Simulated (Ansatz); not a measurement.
HfB: energy above lowest point against volume scale

Free energy against uniform scaling of the volume at fixed shape and fractions; periodic cell, basis, potentials, k mesh and filling as listed. The results are calculated, by Ansatz 0.2.0.

The cell before it is scaled or strained (space group Fm-3m, No. 225):
```
cell vectors (Å)
   0.0000     2.3100     2.3100
   2.3100     0.0000     2.3100
   2.3100     2.3100     0.0000
atoms (fractions of the cell vectors)
Hf  0.50000  0.50000  0.50000
B   0.00000  0.00000  0.00000
```

Settings of every row: functional LDA; dispersion none; potentials all-electron LAPW; k mesh 11x11x11; k shift 0x0x0; occupations cold; smearing width 0.05 eV; spin none.

Limits: coarse k mesh, up to 40 meV an atom off; minimum outside the range; no spin-orbit coupling, which can matter with elements this heavy.

| row | volume scale | V (Å³/atom) | energy above lowest point (meV/atom) |
| --- | --- | --- | --- |
| 1 | 0.94 | 11.587 | ? |
| 2 | 0.97 | 11.957 | 102 |
| 3 | 1 | 12.326 | 51.1 |
| 4 | 1.03 | 12.696 | 17.8 |
| 5 | 1.06 | 13.066 | 0 |

Question: what energy above lowest point should row 1 give?

Worked fit of energy above lowest point. Take u = (V_r/V)^(2/3) − 1 with V_r = 12.511 Å³ an atom, which is twice the finite (Eulerian) strain; such expansions in the strain, on which the Birch-Murnaghan equation of state is built, carry the rest volume and the bulk modulus. The shown rows have u = 0.03065, 0.00998, -0.00974, -0.02852. Least squares give energy above lowest point = 32.38 + 1683.1 × u + 19199 × u² meV/atom; a straight line predicts inner rows, each left out in turn, worse (root mean square 11 against 0.021 meV/atom). All shown rows lie on it to the printed digit. The withheld row has u = 0.05248, so the fit gives 32.38 + 1683.1 × (0.05248) + 19199 × (0.05248)² = 173.6 meV/atom.

The calculation gave 173.3 meV/atom. The fit lies 0.3 meV/atom (0.17 % of the column's range) above it; its largest miss of a shown row is 0.0 meV/atom. This row lies beyond the range of the fit.
